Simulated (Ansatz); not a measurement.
A series in volume per atom on Pb

Equation of state of a cubic crystal from periodic Kohn-Sham density functional theory without spin; pressure corrected for the finite basis. The results are calculated, by Ansatz 0.2.0 development build.

Cell of the first row (space group Fm-3m, No. 225):
```
CELL_PARAMETERS angstrom
0.00000 2.45410 2.45410
2.45410 0.00000 2.45410
2.45410 2.45410 0.00000
ATOMIC_POSITIONS crystal
Pb 0.00000 0.00000 0.00000
```

Settings of every row: formula Pb; structure type fcc; functional r2SCAN; spin treatment none; k mesh 12x12x12; occupation method fermi-dirac; occupation width 0.1 eV; wave cutoff 700 eV; datasets hard PAW; density cutoff ratio 4; xc grid level 2.

Limits: no spin-orbit coupling with 6p elements; pseudopotentials made with PBE, not this functional; the SCF threshold is loose for a stress in some rows.

```
row  volume per atom (Å³)  energy above lowest point (meV/atom)  pressure (GPa)
  1                29.561                                 14.57           2.837
  2                30.525                                     ?               ?
  3                31.488                                     0           -0.24
  4                32.452                                  5.11          -1.426
  5                33.416                                 16.79          -2.428
```

Question: what energy above lowest point and pressure should row 2 give?

Worked fit of energy above lowest point. Take u = (V_r/V)^(2/3) − 1 with V_r = 31.97 Å³ an atom, which is twice the finite (Eulerian) strain; such expansions in the strain, on which the Birch-Murnaghan equation of state is built, carry the rest volume and the bulk modulus. The shown rows have u = 0.05362, 0.01018, -0.00993, -0.02906. Least squares give energy above lowest point = 1.649 − 253.52 × u + 9220.7 × u² meV/atom; a straight line predicts inner rows, each left out in turn, worse (root mean square 9.6 against 0.069 meV/atom). The rows lie off it by 0.00, -0.02, 0.03, -0.01. Its lowest point lies at u = 0.0137, or V = 31.32 Å³ an atom, and the curvature there gives the bulk modulus at fixed shape and fractions, B = (4/9)(1 + u)² E″(u)/V = 43.1 GPa. The withheld row has u = 0.03131, so the fit gives 1.649 − 253.52 × (0.03131) + 9220.7 × (0.03131)² = 2.75 meV/atom.

The calculation gave 2.66 meV/atom. The fit lies 0.09 meV/atom (3.4 % of the value, 0.54 % of the column's range) above it; its largest miss of a shown row is 0.03 meV/atom.

Worked fit of pressure. Take u = (V_r/V)^(2/3) − 1 with V_r = 31.97 Å³ an atom, which is twice the finite (Eulerian) strain; such expansions in the strain, on which the Birch-Murnaghan equation of state is built, carry the rest volume and the bulk modulus. The shown rows have u = 0.05362, 0.01018, -0.00993, -0.02906. Least squares give pressure = −0.8592 + 59.208 × u + 181.25 × u² GPa; a straight line predicts inner rows, each left out in turn, worse (root mean square 0.19 against 0.0066 GPa). The rows lie off it by 0.000, -0.002, 0.003, -0.001. The pressure vanishes at u = 0.0139, or V = 31.31 Å³ an atom, and there the bulk modulus at fixed shape and fractions is B = −V dP/dV = (2/3)(1 + u) dP/du = 43.4 GPa. The withheld row has u = 0.03131, so the fit gives −0.8592 + 59.208 × (0.03131) + 181.25 × (0.03131)² = 1.172 GPa.

The calculation gave 1.167 GPa. The fit lies 0.005 GPa (0.095 % of the column's range) above it; its largest miss of a shown row is 0.003 GPa.
